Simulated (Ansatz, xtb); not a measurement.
## CH6Al2: which of two structures lies lower

Structure a is `[AlH2][CH2][AlH2]`, a singlet and structure b is a singlet given by its coordinates. Both are isolated molecules in the gas phase, relaxed with PBE-D3(BJ)/def2-SVP; the shapes shown needn't be the lowest conformers.

a (Å):

```xyz
9

C    -0.5395    1.0363   -0.6696
Al   -1.8909   -0.0084    0.2769
Al    1.3321    0.5153   -0.4709
H     2.2122    1.1298    0.7197
H    -0.7816    0.9768   -1.7548
H    -0.6260    2.0858   -0.3079
H    -2.5517   -1.2882   -0.4267
H     1.9770   -0.5537   -1.4764
H    -2.3122    0.3930    1.7706
```

b (Å):

```tsv
atom	x (Å)	y (Å)	z (Å)
C	-0.2876	-0.7530	0.6819
Al	-1.6750	0.4092	-0.1369
Al	0.6728	0.6644	-0.3255
H	-0.1993	-0.7484	1.7876
H	-3.2072	0.7625	-0.3821
H	-0.6004	1.8070	0.2514
H	-0.2042	-1.7948	0.3102
H	-0.6065	0.5028	-1.5891
H	2.0359	1.3323	-0.8031
```

Close contacts (Å): C1–Al2 1.99, C1–Al3 1.99, Al2–Al3 2.37, C1–H4 1.11, C1–H7 1.11, Al2–H5 1.59, Al2–H6 1.81, Al2–H8 1.81, Al3–H6 1.81, Al3–H8 1.81, Al3–H9 1.59.

Energies in hartree; the thermal terms are from PBE-D3(BJ)/def2-SVP harmonic frequencies (ideal gas, rigid rotor, one conformer each, 298.15 K, 1 atm) and include the zero-point energy:

```
                               a           b
E, CCSD(T)/def2-TZVP  −525.590577  −525.591829
   zero-point energy     0.050453     0.053147
        H(298 K) − E     0.058123     0.059301
        G(298 K) − E     0.021312     0.026514
```

Problem. Work out ΔE, ΔE₀, ΔH and ΔG for a → b in kJ/mol (1 Eh = 2625.50 kJ/mol) and the equilibrium ratio [b]/[a].

Solution. 1. ΔE = −525.591829 − (−525.590577) = −0.001252 Eh = −3.29 kJ/mol.
2. ΔE₀ = ΔE + ΔZPE = −0.001252 + (+0.002694) Eh = +3.79 kJ/mol.
3. ΔH = ΔE + (+0.001178) Eh = −0.19 kJ/mol.
4. ΔG = ΔE + (+0.005202) Eh = +10.37 kJ/mol, so ΔS = (ΔH − ΔG)/T = −35.4 J/(mol K).
5. kT = 0.9442 mEh, so K = [b]/[a] = exp(−ΔG/kT) = exp(−4.18) ≈ 0.015.

Structure a is favoured at this temperature, against the order of the electronic energies. An error of 4 kJ/mol in ΔG would change K by a factor of 5. Mirror images and further conformers aren't counted.

Other levels gave ΔE = −16.8 (PBE-D3(BJ)/def2-SVP); +30.6 (HF/def2-TZVP); −2.5 (MP2/def2-TZVP) kJ/mol. The correlated steps freeze 11 core orbitals. Programs: Ansatz 0.2.0.

Closing the open chain into the doubly hydrogen-bridged form brings almost no enthalpy gain, so the preference for a at 298.15 K is essentially entropic. In a, each aluminium has a formally empty p orbital; in b, these acceptors are partly satisfied by two three-centre, two-electron Al–H–Al bonds, whose distances of 1.81 Å exceed the terminal 1.59 Å. That gain is offset by strain at the pinched Al–C–Al angle and by a higher zero-point energy, while tying the AlH2 groups together probably removes soft torsional motions. The short Al–Al contact needn't mean a direct bond: the valence electrons are already used up by the terminal, Al–C and bridging bonds. Hartree–Fock reverses the electronic order because it misses the correlation energy that favours compact, electron-deficient bridges. The calculation supports a modest free-energy preference for a, but no clear enthalpic one. It doesn't show which form would prevail in a condensed phase, where the open aluminium sites of a could bind donors or bridge to neighbouring molecules.
